**Question**

I have the zone-centre vibrations of MgS in the wurtzite structure, from an LDA calculation. The cell holds two Mg and two S atoms, so there are twelve modes, numbered by their place in the rising list. Six of them have been shuffled and lettered. Can I put them back, and can I also say how the atoms move in each? I would like to understand why B lies so far below the other vibrations.

Zone-centre phonons (mode q 1 = 0 0 0) of wurtzite MgS (P6_3mc, 4 atoms), computed with Ansatz 0.2.0 using LDA, PAW potentials, a 470 eV plane-wave cutoff and a 4x4x3 k mesh. The harmonic wavenumbers come from finite displacements in a 1x1x1 supercell, without the long-range field term; negative values would denote imaginary modes. Candidates: 7, 3, 12, 11, 5, 9.

| row | mode q | mode wavenumber (cm⁻¹) |
| --- | --- | --- |
| A | 1 | 302 |
| B | 1 | 91 |
| C | 1 | 332 |
| D | 1 | 332 |
| E | 1 | 325 |
| F | 1 | 0 |

**Answer**

The places follow from order alone. F is zero and takes the lowest candidate, 3; B, A and E follow at 5, 7 and 9. C and D have equal wavenumbers and share the last two places, with nothing to say which is which. The kind of motion takes more thought, and symmetry does most of the work.

Consider first motion along the c axis, the axis that stands upright on the layers. Four atoms moving along one line give four modes. One of these is a shift of the whole crystal, which strains no bond and has zero wavenumber. Three true vibrations remain, and each stands alone.

Motion across the axis is different. Turn such a vibration by 120° about c and you get another vibration, along another direction, with the same wavenumber. These modes therefore come in pairs. Four atoms with two directions each give eight modes, two of them are again shifts of the crystal, and the other six form three pairs.

F is thus one of the three shifts. Its wavenumber must be zero in an exact treatment, though numerical errors can leave a small non-zero value in a calculation that does not impose this. C and D look like the two members of one pair. Any mixture of the two is an equally good mode, so exchanging their labels changes nothing physical. B should be half of a pair as well, because the lowest vibration of a wurtzite crystal is normally a sideways one. A and E remain open: from the six values alone, either could be a single mode or half of a pair.

The rows with their labels:

| row | mode q | mode wavenumber (cm⁻¹) |
| --- | --- | --- |
| 1 | 1 | 0 |
| 2 | 1 | 0 |
| 3 | 1 | 0 |
| 4 | 1 | 91 |
| 5 | 1 | 91 |
| 6 | 1 | 259 |
| 7 | 1 | 302 |
| 8 | 1 | 309 |
| 9 | 1 | 325 |
| 10 | 1 | 325 |
| 11 | 1 | 332 |
| 12 | 1 | 332 |

The full list settles A and E. Equal neighbours occur at 91, 325 and 332 cm⁻¹, exactly the three pairs that symmetry demands, so B, E, C and D are sideways motions. A, at 302 cm⁻¹, stands alone and is a motion along c.

Why is B so low? Wurtzite can be seen as a stack of double layers, each a puckered sheet of Mg and S. Within a sheet, three slanted bonds hold every atom; one upright bond ties it to the next sheet. The list holds no atomic displacements, so the pattern of motion has to come from what is known of other wurtzite crystals. The standard assignment of the lowest pair is that neighbouring sheets slide in opposite directions, each moving nearly as a rigid whole. The slanted bonds then hardly change length, and the upright ones merely lean over. Leaning costs bond-angle energy, which is much cheaper than stretching.

Carbon dioxide shows the same in miniature. Its bending vibration is also a pair, because the molecule can bend in two equivalent directions, and it lies below both stretches. The likeness ends there, since the molecule has no sheets that slide.

Could the masses be responsible instead? For any mode, the squared wavenumber is proportional to k/m. Here k is the stiffness per total squared displacement, and m is the average mass of the moving atoms, weighted by their squared displacements. Whatever the motion, m lies between the masses of Mg and S, roughly 24 and 32. Masses alone can therefore change a wavenumber by a factor of at most √(32/24) ≈ 1.15.

The top pair lies above B by a factor of 332/91 ≈ 3.6, far beyond that bound. Squaring it gives about 13, and the most favourable choice of masses reduces this to 13 × 24/32 ≈ 10. Whatever its exact motion, B is thus softer than the top pair by a factor of at least about ten, which fits leaning rather than stretched bonds. This is a bound and not a prediction of the 91 cm⁻¹, and nothing in it was fitted. Between A and the top pair it decides nothing: their ratio, 332/302 ≈ 1.10, is small enough for masses alone to produce.

The close neighbours deserve caution. The two upper pairs are only 7 cm⁻¹ apart, and so are A and the single mode just above it. The atoms still feel forces of about 0.05 eV/Å along c, and the volume was not checked for rest. Relaxing the crystal could therefore swap the order within either of these groups. The potentials were also made for PBE and not for LDA, and the effect of this on the wavenumbers is untested. The long-range electric field that polar vibrations set up is left out, so those modes appear only at their transverse values. The large gap just above B is a much safer feature. B is soft but real, which is normal for wurtzite; whether the crystal is stable at other wavevectors is a separate question.

The counts and the ratios of the top pair to B are in the printed output below.

Printed output of the fit:

```
Modes in rising order:
  row  wavenumber_cm-1  step_from_previous_cm-1
    1                0                      n/a
    2                0                        0
    3                0                        0
    4               91                       91
    5               91                        0
    6              259                      168
    7              302                       43
    8              309                        7
    9              325                       16
   10              325                        0
   11              332                        7
   12              332                        0
Modes expected from four atoms: 12
Modes at zero wavenumber: 3
Optical modes: 9
Optical pairs of equal wavenumber: 3
Single optical modes: 3
Empty stretch between the soft pair and the next mode, 1/cm: 168
Highest over lowest optical wavenumber, ratio: 3.648
Lowest as percentage of highest optical wavenumber, %: 27.41
Squared ratio of highest to lowest optical wavenumber: 13.31
Largest wavenumber ratio that the masses alone allow: 1.155
Least stiffness ratio between highest and lowest optical mode: 9.983
Highest wavenumber over that of the second optical level, ratio: 1.282
```
